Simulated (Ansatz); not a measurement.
# Rh: the change of pressure with volume scale

Periodic Kohn-Sham DFT of a crystal at fixed atoms, scaled to volume_scale times the given cell; pressure positive in compression, energy less spherical unpolarised free atoms, largest_vzz the field gradient of largest size among the nuclei. The results are calculated, by Ansatz 0.2.0.

The cell before it is scaled or strained (space group Fm-3m, No. 225):
```
cell vectors (Å)
   0.0000     1.9016     1.9016
   1.9016     0.0000     1.9016
   1.9016     1.9016     0.0000
atoms (fractions of the cell vectors)
Rh  0.00000  0.00000  0.00000
```

Settings of every row: method all-electron PAW; functional LDA; relativity scalar; k mesh 16x16x16; filling fermi-dirac; smearing width 0.03 eV; nucleus gaussian.

Atom start moment: 0 on all atoms.

| row | volume scale | V (Å³/atom) | pressure (GPa) |
| --- | --- | --- | --- |
| 1 | 0.94 | 12.928 | 7.732 |
| 2 | 0.96 | 13.203 | 0.612 |
| 3 | 0.98 | 13.476 | -5.666 |
| 4 | 0.99 | 13.615 | -8.518 |
| 5 | 1 | 13.752 | -11.196 |
| 6 | 1.01 | 13.89 | -13.707 |
| 7 | 1.02 | 14.026 | ? |
| 8 | 1.04 | 14.301 | -20.339 |
| 9 | 1.06 | 14.578 | -24.09 |

Question: what pressure should row 7 give?

Worked fit of pressure. Take u = (V_r/V)^(2/3) − 1 with V_r = 13.684 Å³ an atom, which is twice the finite (Eulerian) strain; such expansions in the strain, on which the Birch-Murnaghan equation of state is built, carry the rest volume and the bulk modulus. The shown rows have u = 0.03861, 0.02414, 0.01026, 0.00338, -0.0033, -0.00991, -0.02897, -0.04131. Least squares give pressure = −9.8949 + 401.619 × u + 1411.45 × u² GPa; a straight line predicts inner rows, each left out in turn, worse (root mean square 0.74 against 0.028 GPa). The rows lie off it by 0.016, -0.011, -0.040, 0.003, 0.009, 0.029, 0.006, -0.013 (root mean square 0.02 GPa). The pressure vanishes at u = 0.0228, or V = 13.23 Å³ an atom, and there the bulk modulus at fixed shape and fractions is B = −V dP/dV = (2/3)(1 + u) dP/du = 318 GPa. The withheld row has u = -0.01632, so the fit gives −9.8949 + 401.619 × (-0.01632) + 1411.45 × (-0.01632)² = -16.073 GPa.

The calculation gave -16.063 GPa. The fit lies 0.010 GPa (0.031 % of the column's range) below it; its largest miss of a shown row is 0.040 GPa.
